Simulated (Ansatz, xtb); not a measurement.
# Relative energy of two isomers of C3H10OSSi

Structure X is `CCCS[SiH2]O`, a singlet and structure Y is `CC[Si@H](O)SC`, a singlet. Both are isolated molecules in the gas phase, relaxed with B3LYP-D3(BJ)/def2-SVP; each stands in its lowest conformer found.

Q: Estimate E(Y) − E(X) at the level CCSD(T)/def2-SVP + ΔMP2/def2-TZVPP.

A: Calculated at CCSD(T)/def2-SVP + ΔMP2/def2-TZVPP: E(Y) − E(X) = −37.0 kJ/mol, so structure Y lies lower.

Level by level:

```json
{"level": "GFN2-xTB", "geometry": "GFN2-xTB", "E(Y) − E(X) (kJ/mol)": "+44.3", "departure from the last row (kJ/mol)": "+81.3", "job, with rough time for the two": "optimisation, 0.33 s"}
{"level": "HF/STO-3G", "geometry": "GFN2-xTB", "E(Y) − E(X) (kJ/mol)": "−49.9", "departure from the last row (kJ/mol)": "−12.9", "job, with rough time for the two": "single point, 0.36 s"}
{"level": "r2SCAN-D4/def2-SVP", "geometry": "GFN2-xTB", "E(Y) − E(X) (kJ/mol)": "−42.0", "departure from the last row (kJ/mol)": "−5.0", "job, with rough time for the two": "single point, 4.3 s"}
{"level": "B3LYP-D3(BJ)/def2-SVP", "geometry": "B3LYP-D3(BJ)/def2-SVP", "E(Y) − E(X) (kJ/mol)": "−34.7", "departure from the last row (kJ/mol)": "+2.3", "job, with rough time for the two": "optimisation, 74 s"}
{"level": "HF/def2-SVP", "geometry": "B3LYP-D3(BJ)/def2-SVP", "E(Y) − E(X) (kJ/mol)": "−35.0", "departure from the last row (kJ/mol)": "+2.0", "job, with rough time for the two": "part of the CCSD(T) run"}
{"level": "MP2/def2-SVP", "geometry": "B3LYP-D3(BJ)/def2-SVP", "E(Y) − E(X) (kJ/mol)": "−29.5", "departure from the last row (kJ/mol)": "+7.5", "job, with rough time for the two": "part of the CCSD(T) run"}
{"level": "CCSD(T)/def2-SVP", "geometry": "B3LYP-D3(BJ)/def2-SVP", "E(Y) − E(X) (kJ/mol)": "−28.0", "departure from the last row (kJ/mol)": "+9.0", "job, with rough time for the two": "single point"}
{"level": "CCSD(T)/def2-SVP + ΔMP2/def2-TZVPP", "geometry": "B3LYP-D3(BJ)/def2-SVP", "E(Y) − E(X) (kJ/mol)": "−37.0", "departure from the last row (kJ/mol)": "", "job, with rough time for the two": "single point, 65 s"}
```

As drawn, Y has 1 C–Si, 1 C–H in place of 1 C–C, 1 Si–H.

GFN2-xTB puts the two in the other order. The largest departure from CCSD(T)/def2-SVP + ΔMP2/def2-TZVPP is that of GFN2-xTB, 81.3 kJ/mol. The last row adds to CCSD(T) the change of the MP2 difference between the two basis sets, here −9.0 kJ/mol.

With thermal terms from frequencies at re-optimised GFN2-xTB minima (ideal gas, soft modes damped towards free rotors, one conformer each, 298.15 K, 1 atm): on the last row, ΔE + ΔZPE = −34.7, ΔH = −33.0, ΔG = −37.2 kJ/mol.

The correlated steps freeze 14 core orbitals. Mirror images aren't counted in ΔG. Codes used: Ansatz 0.2.0, xtb 6.7.1; the last row on 4 threads of Arm Neoverse V1 on a shared host.

Y is the more stable isomer, and the bond exchange explains why. Moving an alkyl carbon onto silicon trades a C–C and a Si–H bond for a Si–C and a C–H bond. The strong C–H bond gained in place of the weaker Si–H bond probably supplies most of the preference, with the polar Si–C bond largely making up for the lost C–C bond. The stiffer C–H vibrations also fit the zero-point term, which trims Y's advantage without threatening it.

The preference is already present at Hartree–Fock level. In the small basis correlation weakens it, while enlarging the basis strengthens it by a similar amount, so the close agreement of HF/def2-SVP with the final value is largely cancellation. GFN2-xTB's reversed order lies in its energy rather than its geometry, since r2SCAN-D4 favours Y on the same structures; its parametrised balance of silicon and carbon bonds is a likely culprit. The energy difference says nothing about how readily X would convert to Y, which would require breaking strong bonds.
